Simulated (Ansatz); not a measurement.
# CdSe: energy above lowest point against volume scale

All results are calculated (Ansatz 0.2.0). Free energy against uniform scaling of the volume at fixed shape and fractions; periodic cell, basis, potentials, k mesh and filling as listed.

The cell before it is scaled or strained (space group F-43m, No. 216):
```
CdSe
1.0
      0.0000     3.0703     3.0703
      3.0703     0.0000     3.0703
      3.0703     3.0703     0.0000
Cd Se
1 1
Direct
  0.00000 0.00000 0.00000
  0.75000 0.75000 0.75000
```

Settings of every row: functional LDA; dispersion none; potentials all-electron LAPW; k mesh 6x6x6; k shift 0x0x0; occupations fixed; smearing width 0 eV; spin none.

Limits: coarse k mesh, up to 40 meV an atom off.

```
row  volume scale  V (Å³/atom)  energy above lowest point (meV/atom)
  1          0.92       26.627                                     0
  2          0.96       27.785                                   1.2
  3             1       28.943                                    18
  4          1.04       30.101                                     ?
  5          1.08       31.258                                  85.6
```

Question: what energy above lowest point should row 4 give?

Worked fit of energy above lowest point. Take u = (V_r/V)^(2/3) − 1 with V_r = 28.364 Å³ an atom, which is twice the finite (Eulerian) strain; such expansions in the strain, on which the Birch-Murnaghan equation of state is built, carry the rest volume and the bulk modulus. The shown rows have u = 0.04303, 0.01384, -0.01338, -0.06272. Least squares give energy above lowest point = 7.91 − 613.7 × u + 9970 × u² meV/atom; a straight line predicts inner rows, each left out in turn, worse (root mean square 18 against 0.25 meV/atom). The rows lie off it by 0.0, -0.1, 0.1, 0.0. Its lowest point lies at u = 0.0308, or V = 27.1 Å³ an atom, and the curvature there gives the bulk modulus at fixed shape and fractions, B = (4/9)(1 + u)² E″(u)/V = 55.7 GPa. The withheld row has u = -0.03885, so the fit gives 7.91 − 613.7 × (-0.03885) + 9970 × (-0.03885)² = 46.8 meV/atom.

The calculation gave 47 meV/atom. The fit lies 0.2 meV/atom (0.23 % of the column's range) below it; its largest miss of a shown row is 0.1 meV/atom.
